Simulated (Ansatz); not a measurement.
HfO2: pressure against volume scale

Results calculated with Ansatz 0.2.0, not measured. Free energy against uniform scaling of the volume at fixed shape and fractions; periodic cell, basis, potentials, k mesh and filling as listed.

The cell before it is scaled or strained (space group P4_2/mnm, No. 136):
```
cell vectors (Å)
   4.8135     0.0000     0.0000
   0.0000     4.8135     0.0000
   0.0000     0.0000     3.2054
atoms (fractions of the cell vectors)
Hf  0.00000  0.00000  0.00000
Hf  0.50000  0.50000  0.50000
O   0.19496  0.80504  0.50000
O   0.30504  0.30504  0.00000
O   0.69496  0.69496  0.00000
O   0.80504  0.19496  0.50000
```

Settings of every row: functional r2SCAN; dispersion none; potentials PAW; wave cutoff 600 eV; density cutoff 2400 eV; k mesh 4x4x6; k shift 0x0x0; occupations fixed; smearing width 0 eV; spin none.

Limits: no spin-orbit coupling, which can matter with elements this heavy; the cell comes from a prototype or a list of computed structures and needn't be the stable phase.

```csv
row,volume scale,V (Å³/atom),pressure (GPa),energy above lowest point (meV/atom)
1,0.88,10.893,44.87,204.8
2,0.92,11.388,28.17,92.8
3,0.96,11.883,14.6,27.5
4,1,12.378,?,?
5,1.04,12.873,-5.47,3.5
6,1.08,13.368,-12.82,32.1
7,1.12,13.863,-18.82,81.3
```

Question: what pressure should row 4 give?

Worked fit of pressure. Take u = (V_r/V)^(2/3) − 1 with V_r = 12.378 Å³ an atom, which is twice the finite (Eulerian) strain; such expansions in the strain, on which the Birch-Murnaghan equation of state is built, carry the rest volume and the bulk modulus. The shown rows have u = 0.08894, 0.05715, 0.02758, -0.0258, -0.05, -0.07275. Least squares give pressure = 3.546 + 373.71 × u + 961.1 × u² + 688 × u³ GPa; a parabola predicts inner rows, each left out in turn, worse (root mean square 0.12 against 0.0042 GPa). All shown rows lie on it to the printed digit. The pressure vanishes at u = -0.0097, or V = 12.56 Å³ an atom, and there the bulk modulus at fixed shape and fractions is B = −V dP/dV = (2/3)(1 + u) dP/du = 234 GPa. Letting shape and atoms relax would as a rule lower it, by much in layered, chain or molecular crystals. The withheld row has u = 0, so the fit gives 3.546 + 373.71 × (0) + 961.1 × (0)² + 688 × (0)³ = 3.55 GPa.

The calculation gave 3.54 GPa. The fit lies 0.01 GPa (0.016 % of the column's range) above it, one unit of the last digit.

The other values of row 4: energy above lowest point 0 meV/atom.
